# Effective spin polarisation and the vanishing of the density-based basis-set correction for separated electrons

Without a field and without relativistic terms, the three components of the triplet ground state of O$_2$ are exactly degenerate, in a finite basis as well as in a complete one. A basis-set correction must therefore be the same for all three. A correction fed with the spin density is not, because that density is finite for $S_z=1$ and zero everywhere for $S_z=0$. I will show that the on-top pair density repairs this, and that it also switches the correction off when electrons never meet. Formulas are in Hartree atomic units (27.21 eV, 0.5292 Å); results are in eV and Å.

## 1. Premises

**P1.** The Hamiltonian is spin free. The basis $\mathcal B$ consists of real orthonormal orbitals $\phi_p$, the same for both spins.

**P2.** The pair density is normalised to $N(N-1)$, so $\langle \hat W\rangle=\tfrac12\iint n_2(\mathbf r_1,\mathbf r_2)\,w(r_{12})$. Its on-top value is $n_2(\mathbf r)=n_2(\mathbf r,\mathbf r)$. Further $n=n_\uparrow+n_\downarrow$, $m=n_\uparrow-n_\downarrow$, $\zeta=m/n$.

**P3.** The energy to be added to full CI in the basis is
$$\bar E^{\mathcal B}[n]=\min_{\Psi\to n}\langle \hat T+\hat W\rangle-\min_{\Psi^{\mathcal B}\to n}\langle \hat T+\hat W\rangle .$$
It is modelled by the corresponding quantity of range-separated theory, in which the second wave function sees $\mathrm{erf}(\mu r_{12})/r_{12}$, with a local $\mu(\mathbf r)>0$.

**P4.** That local value equates the height $2\mu/\sqrt\pi$ of the erf interaction at contact with the interaction projected on the basis:
$$\mu=\frac{\sqrt\pi}{2}\frac{f}{n_2},\qquad f=2\langle \hat Q^\dagger \hat P\rangle,\qquad \hat P=\hat\psi_\downarrow(\mathbf r)\hat\psi_\uparrow(\mathbf r),$$
$$\hat Q=\sum_{tu}K_{tu}\,\hat a_{u\downarrow}\hat a_{t\uparrow},\qquad K_{tu}=\sum_{pq}\phi_p(\mathbf r)\phi_q(\mathbf r)\langle pq|tu\rangle ,$$
with $\mu=\infty$ by convention where $n_2=0$.

P3 and P4 are the modelling step, in the form used by Giner, Scemama, Loos and Toulouse (2020).

## 2. The on-top density of one determinant

In $\hat n_2=\sum_{\sigma\sigma'}\hat\psi_\sigma^\dagger\hat\psi_{\sigma'}^\dagger\hat\psi_{\sigma'}\hat\psi_\sigma$ at one point the terms $\sigma=\sigma'$ vanish since $\hat\psi_\sigma^2=0$. The other two are equal after two anticommutations:
$$\hat n_2(\mathbf r)=2\hat P^\dagger\hat P .$$
For a determinant Wick's theorem factorises the expectation value. With the local spin matrix $\rho_{\sigma\sigma'}=\langle\hat\psi^\dagger_{\sigma'}\hat\psi_\sigma\rangle$,
$$n_2=2\left(\rho_{\uparrow\uparrow}\rho_{\downarrow\downarrow}-|\rho_{\uparrow\downarrow}|^2\right)=2\det\rho .$$
Any such matrix is $\rho=\tfrac12(n+\mathbf m\cdot\boldsymbol\sigma)$, with determinant $(n^2-|\mathbf m|^2)/4$. If every orbital has pure up or down spin, $\rho_{\uparrow\downarrow}=0$ and
$$n_2=2n_\uparrow n_\downarrow=\tfrac12 n^2(1-\zeta^2).$$
Solving for the polarisation defines, for any wave function,
$$\tilde\zeta=\sqrt{1-2n_2/n^2},$$
set to zero where the radicand is negative. For one determinant $\tilde\zeta=|\zeta|$, or $|\mathbf m|/n$ if the spins are not collinear. The sign is lost, which costs nothing: correlation energies are even in $\zeta$. Becke, Savin and Stoll (1995) used this substitution to extend spin-density functionals to multiplets.

**Question.** *For a correlated closed shell $n_2$ lies below $n^2/2$. Doesn't $\tilde\zeta$ then report a polarisation that isn't there?*

It does. Beyond one determinant $\tilde\zeta$ is no spin observable; it measures how far contact is suppressed below the closed-shell mean-field value, by spin alignment or by correlation. With a compact wave function, such as a valence active space, the suppression is mostly static correlation, which is what we want it to see. With full CI in a large basis it includes the Coulomb hole, and the functional is then handed a polarisation for dynamic correlation that it already describes.

## 3. Independence of $S_z$

Take $\hat S_-=\int\hat\psi_\downarrow^\dagger\hat\psi_\uparrow$. Then $[\hat S_-,\hat\psi_\downarrow]=-\hat\psi_\uparrow$ and $[\hat S_-,\hat\psi_\uparrow]=0$, so $[\hat S_-,\hat P]=-\hat\psi_\uparrow\hat\psi_\uparrow=0$. The same steps give $[\hat S_+,\hat P]=0$, and the adjoints cover $\hat P^\dagger$. For $\hat Q$ the commutator is $-\sum K_{tu}\hat a_{u\uparrow}\hat a_{t\uparrow}$. It vanishes because $K_{tu}=K_{ut}$ (swap the particle labels in $\langle pq|tu\rangle$ and rename $p,q$) while the operator product is antisymmetric. So $\hat n$, $\hat P^\dagger\hat P$ and $\hat Q^\dagger\hat P$ all commute with $\hat S_\pm$.

Let $\hat O$ be one of them and $|M-1\rangle=\hat S_-|M\rangle/\sqrt{c}$ with $c=S(S+1)-M(M-1)$. Then
$$\langle M-1|\hat O|M-1\rangle=\frac{\langle M|\hat S_+\hat O\hat S_-|M\rangle}{c}=\frac{\langle M|\hat O\,\hat S_+\hat S_-|M\rangle}{c}=\langle M|\hat O|M\rangle .$$
Hence $n$, $n_2$, $f$, $\mu$ and $\tilde\zeta$ are the same, point by point, for the whole multiplet. The spin density is the $z$ component of a spin vector and scales as $M/S$ by the Wigner–Eckart theorem.

Now O$_2$ explicitly. Let $\rho_c=\sum_c\phi_c^2$ run over the doubly occupied orbitals, let $x,y$ be the two real $\pi_g$ orbitals, and $\rho_o=x^2+y^2$. For $S_z=1$ there is one determinant, $n_\uparrow=\rho_c+\rho_o$, $n_\downarrow=\rho_c$, and
$$n_2=2\rho_c(\rho_c+\rho_o),\qquad \zeta=\frac{\rho_o}{2\rho_c+\rho_o}.$$
Lowering gives $(\hat x_\uparrow^\dagger\hat y_\downarrow^\dagger+\hat x_\downarrow^\dagger\hat y_\uparrow^\dagger)/\sqrt2$ acting on the closed shells. Each determinant alone has $n_2=2(\rho_c+x^2)(\rho_c+y^2)$. The two differ in two spin orbitals, so they couple only when $\hat P$ removes both open-shell electrons, with amplitude $+xy$ from the first and $-xy$ from the second. The cross term is $2\cdot\tfrac12\cdot2\cdot(xy)(-xy)=-2x^2y^2$, and
$$n_2=2(\rho_c+x^2)(\rho_c+y^2)-2x^2y^2=2\rho_c(\rho_c+\rho_o).$$
The spin density is zero, yet $\tilde\zeta$ equals the $\zeta$ of the high-spin determinant.

**Question.** *Could I not use one of the two determinants for $S_z=0$?*

That determinant is an equal mixture of the triplet and of the singlet with the opposite relative sign, a component of $^1\Delta_g$. The singlet has $n_2=2\rho_c(\rho_c+\rho_o)+4x^2y^2$, and the single determinant sits halfway. The proof needs eigenfunctions of $\hat S^2$.

## 4. The large-$\mu$ limit

Let $F^\mu[n]=\min_{\Psi\to n}\langle\hat T+\hat W^{\rm lr,\mu}\rangle$ with minimiser $\Psi^\mu$, and $F=F^{\infty}$. The model quantity of P3 is $\bar E^\mu=F-\langle\Psi^\mu|\hat T+\hat W|\Psi^\mu\rangle$. The constraint does not depend on $\mu$, so $dF^\mu/d\mu$ is the expectation value of the explicit derivative, $\partial_\mu w^{\rm lr}=(2/\sqrt\pi)e^{-\mu^2r^2}$. With $w^{\rm sr}=\mathrm{erfc}(\mu r)/r$,
$$\bar E^\mu=\int_\mu^\infty d\mu'\,\langle\partial_{\mu'}\hat W^{\rm lr}\rangle_{\mu'}-\langle\hat W^{\rm sr}\rangle_\mu .$$
Both terms probe $r=r_{12}\lesssim1/\mu$. There the relative kinetic energy is $-\nabla_r^2$ (reduced mass one half). All other terms stay finite and alter the wave function at order $r^2\sim\mu^{-2}$. So $\nabla_r^2\psi=w^{\rm lr}\psi_0$ for the s wave. Put $s=\mu r$, $\psi=\psi_0[1+p(s)/\mu]$, $u=sp$. Then $u''=\mathrm{erf}\,s$ with $u(0)=0$, and two integrations give
$$p(s)=\Big(\frac s2+\frac1{4s}\Big)\mathrm{erf}\,s+\frac{e^{-s^2}}{2\sqrt\pi}+c_1 .$$
The constant follows from matching. Seen from $r\gg1/\mu$, removing $w^{\rm sr}$ is a point perturbation of strength $\int w^{\rm sr}d^3r=\pi/\mu^2$, which changes $\psi$ by $\psi_0/(4\mu^2r)$ plus smooth terms of order $\mu^{-2}$. The large-$s$ form $p/\mu\to r/2+1/(4\mu^2r)+c_1/\mu$ contains Kato's cusp and that tail. If $\psi_0$ is the contact value of the Coulomb wave function, nothing of order $1/\mu$ remains, so $c_1=0$. Since $p(0)=1/\sqrt\pi$, the smoothed system has the larger on-top density
$$n_2^\mu=n_2\Big(1+\frac{2}{\sqrt\pi\mu}\Big).$$
Insert the pair density $n_2[1+2p/\mu]$ and write $N_2=\int n_2\,d^3r$:
$$\langle\partial_\mu\hat W^{\rm lr}\rangle=\frac{N_2}{2}\Big[\frac{2\pi}{\mu^3}+\frac{16\sqrt\pi I_1}{\mu^4}\Big],\qquad \langle\hat W^{\rm sr}\rangle=\frac{N_2}{2}\Big[\frac{\pi}{\mu^2}+\frac{8\pi I_2}{\mu^3}\Big],$$
with $I_1=\int_0^\infty s\,u\,e^{-s^2}ds$ and $I_2=\int_0^\infty u\,\mathrm{erfc}\,s\,ds$. Integration by parts reduces the three terms of $u$ to Gaussians:
$$I_1=\frac{5+2+1}{16\sqrt2}=\frac1{2\sqrt2},$$
$$\sqrt\pi I_2=\Big(\frac{5\sqrt2}{24}-\frac16\Big)+\frac{\sqrt2-1}{4}+\Big(\frac14-\frac{\sqrt2}{8}\Big)=\frac{2\sqrt2-1}{6}.$$
Integrating the first bracket over $\mu'$ gives $\pi/\mu^2+4\sqrt{2\pi}/(3\mu^3)$. The $\mu^{-2}$ terms cancel, and
$$\bar E^\mu=\frac{C}{\mu^3}\int n_2\,d^3r+O(\mu^{-4}),\qquad C=\frac{2\sqrt\pi(1-\sqrt2)}{3}=-0.4894 .$$

## 5. The functional and its zero

At $\mu=0$, $\Psi^\mu$ is the Kohn–Sham wave function and $\bar E^0$ the ordinary correlation energy, approximated by $\int n\varepsilon_c$ with the PBE energy per electron $\varepsilon_c(n,\zeta,\nabla n)\le0$. A rational form that meets both limits is
$$\bar e=\frac{n\varepsilon_c}{1+\beta\mu^3},\qquad \beta=\frac{n\varepsilon_c}{C\,n_2}\ge0,\qquad \bar E^{\mathcal B}\approx\int\bar e\,d^3r .$$
Set $A=n\varepsilon_c$ and $B=Cn_2/\mu^3$, neither positive. Then $\beta\mu^3=A/B$ and
$$\bar e=\frac{AB}{A+B},\qquad |\bar e|\le\min(|A|,|B|).$$
For $A\ne0$ and fixed $\mu>0$,
$$\bar e=\frac{C}{\mu^3}n_2-\frac{C^2}{A\mu^6}n_2^2+\dots$$
The correction vanishes linearly with $n_2$, the slope does not involve $\varepsilon_c$, and the bound holds whatever $\zeta$ is given to $A$.

The $n_2$ in $\beta$ is meant to be the exact one, and two estimates are in use.

- **OT**: $\mathring n_2=n_2^{\mathcal B}/[1+2/(\sqrt\pi\mu)]$, the wave function's value extrapolated by section 4.
- **UEG**: $n^2(1-\zeta^2)\,g_0(r_s)$, with $g_0$ the electron-gas pair-distribution function at contact and $r_s=(3/4\pi n)^{1/3}$.

With $\tilde\zeta$ the second becomes $2g_0\,n_2^{\mathcal B}$, so both are proportional to the wave function's on-top density. By section 3 every argument of $\bar e$ is then independent of $S_z$.

**Question.** *If OT carries the zero by itself, why not put $\zeta=0$ in $A$?*

You can, and that choice is also independent of $S_z$ and needs no square root. What fails is the true $\zeta$. It breaks the degeneracy weakly in OT, through $A$ alone with weight $\partial\bar e/\partial A=[B/(A+B)]^2$, and more strongly in UEG, through $B$ as well with weight $[A/(A+B)]^2$.

## 6. One electron and stretched H$_2$

For one electron $\hat P\Psi=0$, so $n_2=0$, $\tilde\zeta=1$, $B=0$ and $\bar e=0$ at every point, even though PBE itself has $A\neq0$ at full polarisation. This is the exact answer for P3: if $n=\phi^2$ with a nodeless $\phi$ in the basis, both minimisations return $\sqrt n$.

For H$_2$ take 1s functions $a,b$ with overlap $S$ and the singlet
$$\Psi=\mathcal N\,[ab+ba+\lambda(aa+bb)],\qquad \mathcal N^{-2}=2(1+S^2)(1+\lambda^2)+8\lambda S .$$
For two electrons $n_2=2\Psi(\mathbf r,\mathbf r)^2=2\mathcal N^2[2ab+\lambda(a^2+b^2)]^2$. At large distance $R$, near the first nucleus, $b$ and $S$ are negligible, $n=a^2$, and
$$n_2=\frac{\lambda^2a^4}{1+\lambda^2},\qquad \tilde\zeta^2=\frac{1-\lambda^2}{1+\lambda^2}.$$
The ionic weight follows from the two-by-two problem with coupling $-2t$ between the normalised covalent and ionic states and gap $U$: $\lambda=(\sqrt{U^2+16t^2}-U)/4t\approx2t/U$. The hopping $t$ decays exponentially with $R$, and $U$ tends to a constant. The covalent part contributes $8\mathcal N^2\int a^2b^2$, where for hydrogen 1s functions
$$\int a^2b^2\,d^3r=\frac{e^{-2R}}{8\pi}\Big(1+2R+\frac{4R^2}{3}\Big).$$
So $N_2$ dies exponentially and $\tilde\zeta\to1$ on each atom, although $\zeta=0$ everywhere. The molecule receives the same zero as two free atoms. UEG with the true $\zeta$ has $B\neq0$ on the atoms of the singlet and $B=0$ on free atoms; it relies on the convention $\mu=\infty$ and has no such zero at any finite $\mu$.

**Question.** *Your slope is $C/\mu^3$, and $\mu$ is a ratio of two vanishing quantities. Could it go to zero?*

The linear law does need $\mu$ bounded from below. For two electrons $f/n_2$ is the projected $w\Psi$ divided by $\Psi$ at contact. Keeping only the repulsion integrals $V=(aa|aa)$ and $J=(aa|bb)\approx1/R$,
$$\frac{f}{n_2}=\frac{2abJ+\lambda V(a^2+b^2)}{2ab+\lambda(a^2+b^2)},$$
which for $ab>0$ is a weighted mean of $J$ and $V$. At worst $\mu\sim1/R$, and a power of $R$ loses against the exponential.

**Question.** *And with restricted Hartree–Fock as input?*

That is $\lambda=1$: $n_2=n^2/2$, $\tilde\zeta=0$, and the correction survives at infinite distance. The zero belongs to the functional together with a wave function that separates the electrons. The same model shows a negative radicand: at the midpoint, $a=b$, $\lambda=0$ and $S\to0$ give $n=2a^2$, $n_2=4a^4$ and $1-2n_2/n^2=-1$. The density there is exponentially small, so the rule $\tilde\zeta=0$ does no harm.

## 7. Range of validity

1. The invariance needs P1 and spin eigenfunctions. Spin–orbit coupling, fields and spin-contaminated determinants fall outside it.
2. $\tilde\zeta=|\zeta|$ holds for one determinant, and $\tilde\zeta$ equals the high-spin $|\zeta|$ for the multiplet partners of a restricted high-spin determinant. Otherwise it is a definition.
3. The $\mu^{-3}$ law is asymptotic, with expansion parameter $2/(\sqrt\pi\mu)$, and a local $\mu(\mathbf r)$ is a model.
4. Same-spin pairs have a pair density of order $r_{12}^2$ and enter two powers later, at $\mu^{-5}$. Where $n_2=0$ they get nothing. A fully polarised two-electron triplet has basis-set error and zero correction.
5. A zero correction does not mean a complete basis. The error of the density itself, and of the dispersion energy of separated fragments, is untouched.
6. All arguments are local, so the correction is additive over distant fragments, or over cells of a crystal, whenever the input wave function gives each its own $n$, $n_2$ and $f$.

## 8. Numbers for triplet O$_2$

The model is valence only and neglects overlap between the atoms and s–p mixing. Assumed inputs: one Slater exponent for 2s and 2p, $\xi=2.275$ bohr$^{-1}$ (4.30 Å$^{-1}$, Slater's rules); a constant $\mu=2$ bohr$^{-1}$ (3.78 Å$^{-1}$); a typical bond length of 1.21 Å. With $q(r)=(2\xi)^5r^2e^{-2\xi r}/(96\pi)$, the 2s density is $q$ and the three 2p densities sum to $3q$. Per spin, each atom holds one 2s from $2\sigma_g,2\sigma_u$, half of each 2p from $3\sigma_g,1\pi_u$, and half of $p_x,p_y$ from $1\pi_g$:
$$\rho_c=\tfrac52q,\qquad \rho_o=\tfrac32q\sin^2\theta ,$$
with $\theta$ measured from the axis. That is six electrons per atom.

On the ring $r=1/\xi=0.233$ Å, $\theta=90^\circ$, the density is stationary, so PBE reduces to the Perdew–Wang 1992 electron gas. There $q=\xi^3e^{-2}/3\pi=1.141$ Å$^{-3}$, $n=6.5q=7.42$ Å$^{-3}$ and $r_s=0.601$ bohr (0.318 Å). For both components $n_2=20q^2=26.04$ Å$^{-6}$, against $n^2/2=27.50$ Å$^{-6}$, so $\tilde\zeta=3/13=0.231$. The true $\zeta$ is $3/13$ for $S_z=1$ and 0 for $S_z=0$.

The gas energies use $G=-2a(1+\alpha_1r_s)\ln[1+1/(2a\sum_{k=1}^4\beta_kr_s^{k/2})]$, with these fit parameters as assumed inputs:

| | $a$ | $\alpha_1$ | $\beta_1$ | $\beta_2$ | $\beta_3$ | $\beta_4$ |
|---|---|---|---|---|---|---|
| $\varepsilon_0$ | 0.031091 | 0.21370 | 7.5957 | 3.5876 | 1.6382 | 0.49294 |
| $-\alpha_c$ | 0.016887 | 0.11125 | 10.357 | 3.6231 | 0.88026 | 0.49671 |

I use $\varepsilon_c=\varepsilon_0+\tfrac98\alpha_c[(1+\zeta)^{4/3}+(1-\zeta)^{4/3}-2]$. The omitted terms carry $\zeta^4$ times the bracket divided by $2^{4/3}-2$, times an energy below $|\varepsilon_0|$, so they stay under 0.25 meV. Likewise assumed is the fit given by Gori-Giorgi and Savin (2006), $g_0=\tfrac12(1+0.0207r_s+0.08193r_s^2-0.01277r_s^3+0.001859r_s^4)e^{-0.7524r_s}$.

On the ring $\varepsilon_0=-1.959$ eV and $\alpha_c=1.294$ eV. The factor multiplying $\alpha_c$ is 0.0268, which adds 0.035 eV and gives $\varepsilon_c(3/13)=-1.924$ eV. Also $g_0=0.331$, and the OT divisor is 1.564.

| variant | polarisation | on-top (Å$^{-6}$) | $A$ | $B$ | $\bar e$ (eV Å$^{-3}$) |
|---|---|---|---|---|---|
| OT | 3/13 | 16.65 | −14.27 | −4.11 | −3.19 |
| OT | 0 | 16.65 | −14.53 | −4.11 | −3.20 |
| UEG | 3/13 | 17.22 | −14.27 | −4.25 | −3.27 |
| UEG | 0 | 18.19 | −14.53 | −4.49 | −3.43 |

With $\tilde\zeta$, both components take the 3/13 row of their variant. With the true $\zeta$, $S_z=0$ takes the row with 0 and lies lower by 0.013 eV Å$^{-3}$ (0.4 per cent) in OT and 0.155 eV Å$^{-3}$ (4.7 per cent) in UEG.

For the molecule we need $J_q=4\pi\int q^2r^2dr=5\xi^3/256\pi=0.494$ Å$^{-3}$. The angular averages of $\sin^2\theta$ and $\sin^4\theta$ are $2/3$ and $8/15$, so for two atoms $\int n_2=35J_q=17.29$ Å$^{-3}$ and $\int m^2=2.4J_q=1.186$ Å$^{-3}$. The OT bound is $\int|B|=2.7$ eV, and the ring's damping $A/(A+B)=0.78$ brings the model's total to about $-2.1$ eV. The valence correlation energy missing for O$_2$ is typically about 1.6 eV in a triple-zeta basis and about 4 eV in a double-zeta one; $\mu$ was chosen to land in that range, roughly a third above the triple-zeta figure, so this total tests nothing.

At small $\zeta$ the false splitting density is $m^2$ times a function of the density. Freezing the UEG ratio at its ring value, 0.0528 eV Å$^3$, gives 0.06 eV. Numerical integration of the model without the gradient term stays within 15 per cent of this. The same estimate for OT is 0.005 eV, which that integration lowers somewhat.

**Question.** *How far do you trust the 0.06?*

To one figure, as the model's number. The part that comes through $B$ cannot exceed $|C|g_0\int m^2/\mu^3=0.10$ eV, since the damping is below one and $g_0$ is largest on the ring. The gradient term is at most $\beta_{\rm PBE}t^2$ with $\beta_{\rm PBE}=0.066725$, $t=|\nabla n|/2k_sn$, $k_s^2=4(3\pi^2n)^{1/3}/\pi$. At twice the ring radius, unpolarised, this is 0.71 eV against $\varepsilon_0=-1.82$ eV and $B/n=-0.30$ eV, so $[A/(A+B)]^2$ falls from 0.74 to no less than 0.62. Overlap acts the other way. With $\eta=\xi R$ the $\pi$ overlap is $S_\pi=e^{-\eta}(1+\eta+2\eta^2/5+\eta^3/15)=0.145$, and the antibonding normalisation raises $m^2$ near the nuclei by $(1-S_\pi)^{-2}=1.37$. The expansion parameter $2/(\sqrt\pi\mu)$ is 0.56, which is not small. None of this touches the main point. With the true $\zeta$ the model splits a degenerate triplet by more than twice $k_BT=0.026$ eV at 298 K; with $\tilde\zeta$ the splitting is zero at every point, for any orbitals and any basis.